Student: The eigenvalue argument says a deviation e of the density matrix turns into 3e² in one McWeeny step. In my molecular dynamics of liquid water I extrapolate the density matrix from the last two converged steps and purify it. The idempotency residual collapses as promised, but the commutator with the Kohn–Sham matrix hardly moves. Either the theorem oversells or I misread it.

Lecturer: Let us redo the derivation and watch for the step where "deviation" changes its meaning. Conventions first. Closed shell, P is the one-spin density matrix in an orthonormal basis, Hermitian, with eigenvalues 0 and 1 when it is pure, and the electron density matrix is 2P. If D is the matrix in atomic orbitals with overlap S, take the Löwdin form P = S^(1/2) D S^(1/2). Define Ω = Tr (P² − P)². Its gradient is 2(2P³ − 3P² + P). Step against it with length τ. An eigenvalue a small distance e from 0 or 1 contributes e² to Ω before the step and (1 − 2τ)² e² after it, to leading order, so near idempotency the best step is τ = 1/2, and

(1) P → f(P) = 3P² − 2P³.

Transformed back to atomic orbitals this is D → 3DSD − 2DSDSD. That is the iteration in McWeeny's review of 1960.

Student: And since f(P) is a polynomial in P, each eigenvalue λ evolves alone.

Lecturer: Yes. f′(λ) = 6λ(1 − λ) vanishes at 0 and 1, with f(e) = 3e² − 2e³ and f(1 + e) = 1 − 3e² − 2e³, and it equals 3/2 at the unstable fixed point 1/2. With u = λ − 1/2 the map reads u → 2u(3/4 − u²). The sign of u survives a step only for |u| < √3/2, that is for λ between (1 − √3)/2 = −0.366 and (1 + √3)/2 = 1.366. That interval is mapped into [0, 1], and there each eigenvalue other than 1/2 goes to the fixed point on its own side. Outside it the first step flips the side, and beyond (1 ± √5)/2, a pair that the map exchanges, the iteration diverges.

Student: I see no assumption in that, apart from the step length.

Lecturer: As a statement on the eigenvalues of the iterate it is exact. The assumption enters when you read e as the distance to the matrix you want. Call P₀ the converged ground-state projector at the new geometry, Q₀ = 1 − P₀, and write your guess as P = P₀ + E. To say that E becomes of order 3E² you need the eigenvalues of P to be those of P₀ shifted by those of E, on common eigenvectors. That requires [P₀, E] = 0. In the algebra it is the step (P₀ + E)² = P₀ + 2P₀E + E², which silently sets EP₀ equal to P₀E.

Student: Then drop it and show me what is left.

Lecturer: Split E into blocks over the occupied (o) and virtual (v) spaces of P₀: A = E_oo, C = E_vv, B = E_ov, B† = E_vo. Commuting means B = 0. Keep the order of factors and use P₀² = P₀. To first order P² gives P₀E + EP₀, and P³ gives P₀E + P₀EP₀ + EP₀. So the first-order part of f is

3(P₀E + EP₀) − 2(P₀E + P₀EP₀ + EP₀) = P₀E + EP₀ − 2P₀EP₀ = P₀EQ₀ + Q₀EP₀.

A and C are gone and B passes through with coefficient one. The second-order part is 3E² − 2(P₀E² + EP₀E + E²P₀). The blocks of E² are A² + BB† (oo), AB + BC (ov) and B†B + C² (vv), and those of EP₀E are A², AB and B†B. Collect them, add the cubic term, and you have an identity with nothing neglected:

(2) f(P₀ + E) = P₀ + E′ − 2E³, with
E′_oo = −3A² − BB†,
E′_vv = 3C² + B†B,
E′_ov = B − AB + BC.

Set B = 0 and you recover −3A² and +3C², your quadratic convergence. The first correction on dropping the assumption is E′_ov = B. It is of first order, one order lower than the terms the scalar argument keeps.

Student: It survives one step. Why should further steps not wear it down?

Lecturer: Apply (2) again. The new diagonal blocks are of second order, so the next step removes them and writes −BB† and +B†B once more, while the ov block changes only at third order. The limit is

(3) P∞ = P₀ + (oo: −BB†, vv: +B†B, ov: B − AB + BC) + third order.

This is an exact projector, only not P₀. It projects on those eigenvectors of your guess whose eigenvalues lay above 1/2, and −BB† and B†B are the terms any projector acquires when its range is tilted by B. You could have foreseen it from Ω. It is unchanged under P → UPU† for unitary U, so it has a whole valley floor of minima, the projectors of the given rank. To first order P² − P has blocks A, −C and no ov part. The derivative of the map is zero across the valley and one along it. Superstable across, neutral along.

Student: A small case I can do by hand?

Lecturer: One occupied and one virtual function, P with rows (1 + a, b) and (b, c). Its upper eigenvector is tilted by φ with tan 2φ = 2b/(1 + a − c), and no polynomial in P changes φ. Take a = 2×10⁻⁵, c = −2×10⁻⁵, b = 1×10⁻³. The upper eigenvalue exceeds 1 by 2.1×10⁻⁵ before the step and differs from 1 by −1.3×10⁻⁹ after it. The off-diagonal element goes from 1×10⁻³ to 0.99996×10⁻³.

Student: You picked b fifty times larger than a. That looks rigged. An extrapolation does not know about blocks, so I would expect A, B and C of one size.

Lecturer: It does know, because it extrapolates projectors. Let P(t) be the converged projector along the trajectory, in the Löwdin basis of each step. The linear guess 2P(t − Δt) − P(t − 2Δt) misses P(t) by E = −Δt² P̈ at leading order. Differentiate P² = P once: ṖP + PṖ = Ṗ, so Ṗ has only ov and vo blocks. Differentiate again: P̈P + PP̈ + 2Ṗ² = P̈. The oo block gives P̈_oo = −2(Ṗ²)_oo and the vv block gives P̈_vv = +2(Ṗ²)_vv. Hence

(4) A = 2Δt² Ṗ_ov Ṗ_vo, C = −2Δt² Ṗ_vo Ṗ_ov, B = −Δt² P̈_ov.

A and C are a centripetal term, quadratic in the speed at which the occupied space turns. B is the tangential acceleration, linear in the motion. For small-amplitude vibration the linear term wins.

Student: By how much, in water?

Lecturer: We need a model of how far the occupied space turns when an O–H bond stretches. Take two orthonormal functions, an oxygen hybrid and a hydrogen 1s, with the hydrogen level Δ above the oxygen level and a coupling β < 0. Then H = −(G/2)(cos 2θ σz + sin 2θ σx) up to a constant, σz and σx being Pauli matrices, with G = √(Δ² + 4β²) and tan 2θ = 2|β|/Δ. The bonding orbital is (cos θ, sin θ), the antibonding one (−sin θ, cos θ), and P(θ) = ½(1 + cos 2θ σz + sin 2θ σx). Here the extrapolation can be done exactly. With θ₁ and θ₂ the angles one and two steps back and s = θ₁ − θ₂, the guess has eigenvalues ½(1 ± n) with n² = 1 + 8 sin² s, so they lie at 1 + e and −e with e ≈ 2s², in line with (4). Its upper eigenvector sits at φ = 2θ₁ − θ₂ − 4s³ + …, so the tilt that purification keeps is b = φ − θ(t), minus the second difference of θ.

Now assume β ∝ d⁻² in the bond length d, Harrison's scaling, at fixed Δ. Differentiating tan 2θ gives θ_d ≡ dθ/dd = −sin 2θ cos 2θ / d. For harmonic motion x(t) = d(t) − d₀ of angular frequency ω,

x(t) − 2x(t − Δt) + x(t − 2Δt) = −κ x(t − Δt), κ = 4 sin²(ωΔt/2),

and the mean square of x(t − Δt) − x(t − 2Δt) is κ x_rms². With θ_rms = |θ_d| x_rms this yields

(5) b(t) = κ θ_d x(t − Δt), b_rms = κ θ_rms, ⟨e⟩ = 2κ θ_rms², b_rms/⟨e⟩ = 1/(2θ_rms).

The time step cancels from the ratio.

Student: Numbers, then.

Lecturer: Typical inputs, nothing more: T = 300 K with classical nuclei, Δt = 0.5 fs, d = 97 pm, stretch wavenumber about 3.4×10⁵ m⁻¹, reduced mass μ about 0.95 u, oxygen weight cos²θ about 0.7. Then k_BT = 4.1×10⁻²¹ J, ω = 6.4×10¹⁴ s⁻¹, ωΔt = 0.32 and κ = 0.10. The thermal speed √(k_BT/μ) is 1.6×10³ m/s and x_rms = 2.5 pm. From cos 2θ = 0.4 you get sin 2θ cos 2θ = 0.37 and |θ_d| = 3.8×10⁹ m⁻¹, so θ_rms = 1.0×10⁻² rad. Equation (5) gives b_rms = 1.0×10⁻³, ⟨e⟩ = 2×10⁻⁵ and a ratio of about 50. One step takes an e of that size to 3e² = 1×10⁻⁹ and leaves b where it was. Even the diagonal blocks of (3) stay off P₀ by b² = 9×10⁻⁷, three orders of magnitude above 3e². The second-order change −AB + BC alters b by the fraction −2e, which is −4×10⁻⁵. The curvature of θ(d), which I dropped, changes b by a fraction of order x_rms/d = 0.03. A two-function bond supports the order of magnitude and at best the leading digit.

Student: You kept the stretch alone. Molecules in the liquid bend and librate, with far larger angles than 10⁻² rad.

Lecturer: A fair objection, and for e those motions do rival the stretch. The oxygen p functions point along fixed laboratory axes, so turning a bond at angular speed χ̇ turns the matrix P. In a minimal basis the generator of rotations acts only on the p shell, with norm one, and the antibonding orbital has amplitude sin θ = 0.55 on oxygen. The occupied space therefore turns toward it at no more than 0.55 χ̇ for a rigid rotation, and I use the same figure as an estimate for the bend. For libration take a typical moment of inertia of 2×10⁻⁴⁷ kg m² and a wavenumber of about 6×10⁴ m⁻¹. Then χ̇_rms = √(k_BT/I) = 1.4×10¹³ s⁻¹ and the amplitude is 0.13 rad. For the bend take about 1.65×10⁵ m⁻¹. Each bond turns by half the change of the angle, the inertia of the angle is about μd²/2, and so each bond turns at √(k_BT/μ)/(d√2) = 1.2×10¹³ s⁻¹. With s the rms turn per step, e = 2s² and b ≈ s ωΔt:

stretch: ωΔt = 0.32, s = 3.0×10⁻³, e = 2×10⁻⁵, b = 1.0×10⁻³
bend: ωΔt = 0.16, s = 3.2×10⁻³, e = 2×10⁻⁵, b = 5×10⁻⁴
libration: ωΔt = 0.057, s = 3.9×10⁻³, e = 3×10⁻⁵, b = 2×10⁻⁴

A rotation also mixes occupied functions among themselves, which adds to P̈_ov a term of order χ̇², worth up to about (χ̇Δt)² = 5×10⁻⁵ in b for the libration. The hydrogen-bond stretch, at about 2×10⁴ m⁻¹ with reduced mass 9 u, has a product of speed and frequency that is 0.02 of that of the O–H stretch, and b scales with that product. If all three listed modes load one orbital pair, the e add to 7×10⁻⁵ and the b add in quadrature to 1.1×10⁻³. One step then leaves 3e² = 1.5×10⁻⁸. So the eigenvalue deviation is shared among the modes, the tilt is mostly stretch, and the tilt is still more than ten times larger.

Student: With E not commuting, is the basin statement in danger?

Lecturer: No. Weyl's inequality puts every eigenvalue of P₀ + E within the spectral norm ‖E‖₂ of 0 or 1, with the right multiplicities, commuting or not. The nearest danger is 0.366 outside the unit interval. A tenfold fluctuation of all speeds and amplitudes gives b near 1×10⁻² and e near 7×10⁻³. Rank and electron number are safe.

Student: Then tell me whether b ≈ 10⁻³ matters. The energy is stationary, so I would guess that it does not.

Lecturer: For the energy you are nearly right, and there purification earns its cost. Take a fixed Kohn–Sham matrix H with occupied levels ε_i and virtual levels ε_a, and the band energy 2 Tr PH. The ov block does not contribute, since H_ov = 0, and (3) gives

(6) ΔE = 2 Σ_ia (ε_a − ε_i) |B_ia|².

In the bond model this is 2G sin²(φ − θ) ≈ 2Gb². For a self-consistent functional the quadratic form remains, with θ the self-consistent angle, but the Hartree and exchange-correlation response adds to G a term U of the order of 10⁻¹⁸ J, which is not small beside the level spacing. I take a typical spacing G = 2×10⁻¹⁸ J and U = 1×10⁻¹⁸ J, so that ΔE ≈ 2G_eff b² with an effective stiffness G_eff = G + U = 3×10⁻¹⁸ J, uncertain by a factor of about two. For the stretch, ⟨ΔE⟩ = 6×10⁻²⁴ J per bond, or 1×10⁻³ k_BT. Before purification A and C enter at first order, where only the bare spacing counts: 2(eε_i − eε_a) = −2Ge = −0.7×10⁻²² J, below the ground state because the eigenvalues lie outside [0, 1]. The ratio of magnitudes is (G/G_eff)⟨e⟩/b_rms² = (2/κ) G/G_eff = 13, whatever θ_d is. So purification removes the larger energy error and restores the variational bound.

Student: And the force?

Lecturer: There the order reverses. In the model the electronic force at fixed P is −2 Tr P ∂H/∂d. For a pure P at angle φ, differentiate 2G sin²(φ − θ) at fixed φ:

(7) δF = 2G θ_d sin 2(φ − θ) − 2G_d sin²(φ − θ) ≈ 4G θ_d b,

which is of first order in the tilt. For the self-consistent functional G_eff takes the place of G in the leading term, and I use the model θ_d as an estimate of the self-consistent slope. The rms value is then 4×10⁻¹¹ N. Compare the part purification does remove. It carries the bare spacing. With G_d = −2G sin² 2θ / d = −3.5×10⁻⁸ N, the blocks A and C give 2eG_d = −1.3×10⁻¹² N, about thirty times smaller in magnitude. A production code adds basis-set terms to the force, and they change the coefficient in (7), not its order in b. Insert (5) and you find

(8) δF(t) = η μω² x(t − Δt), η = 4G_eff θ_d² κ / (μω²).

The force constant μω² is 6.5×10² N/m, the rms restoring force 1.6×10⁻⁹ N, and η = 0.027.

Student: Three per cent, and proportional to x. That only softens the spring.

Lecturer: Look at the argument. x(t − Δt) = x(t) cos ωΔt − (ẋ(t)/ω) sin ωΔt. The first part lowers the frequency by the fraction ½ η cos ωΔt, about 1 %. The second opposes the velocity. Average δF ẋ over a period and divide by the mode energy: the energy decays at the rate Γ = η ω sin ωΔt = 5×10¹² s⁻¹, so 1/Γ = 0.2 ps. That is what would happen if you took forces from the purified guess built on a converged history. In practice the SCF cycle shrinks b, and if it does so by a factor r the rate is rΓ to leading order in r. For r = 10⁻³ the stretch still loses its energy over 0.2 ns. The drift is systematic because a one-sided extrapolation is not symmetric in time, and (1) cannot touch it.

Student: A higher-order extrapolation should change the balance.

Lecturer: It shrinks both parts and keeps the hierarchy. The guess 3P(t − Δt) − 3P(t − 2Δt) + P(t − 3Δt) misses by −Δt³ times the third derivative of P. In the bond model that derivative has the radial part −6θ̇θ̈ and the tangential part d³θ/dt³ − 4θ̇³. For the stretch b_rms = κ^(3/2) θ_rms = 3×10⁻⁴, and since thermal position and velocity are independent, the rms e is about 6(ωΔt)³θ_rms². The ratio is 1/(6θ_rms) = 17. The tilt is always linear in the small amplitude and the eigenvalue deviation quadratic.

Student: In the linear-scaling code I also drop small matrix elements after each product.

Lecturer: Equation (2) covers that too. Each truncation adds a small matrix to the iterate. Its oo and vv blocks are removed by the next step, while its ov block is kept and adds to those of earlier steps. Extra purification steps past convergence therefore let the range of P wander, so stop once the residual reaches the truncation level.

Student: Then my convergence test was the wrong one.

Lecturer: It tested the wrong direction. In the bond model Ω = 2e²(1 + e)² for the extrapolated guess, with no dependence on φ at all. The quantity that sees B is the commutator, whose ov elements at fixed H are [H, P]_ia = −(ε_a − ε_i) B_ia. For our bond that is Gb = 2×10⁻²¹ J in magnitude, the same before and after purification up to the fraction 2e. If H is rebuilt from P, the tilt induces an element H_ov = Ub and the magnitude becomes G_eff b = 3×10⁻²¹ J. Removing A and C then moves charge as well. For a response that acts through the charge difference between O and H this shifts H_ov by Ue cot 2θ, a fraction (U/G_eff)(e/b) cot 2θ = 3×10⁻³ of the commutator, which therefore still hardly moves. Only a step that uses H can reduce it substantially: a rotation P → exp(X) P exp(−X) with anti-Hermitian X built from [H, P], or a fresh projector computed from the new H. Purify once so that you start from a valid projector with a variational energy, and then measure the remaining work by ‖[H, P]‖, which for a linear guess in water at 0.5 fs corresponds to a tilt of about 10⁻³ rad per O–H bond.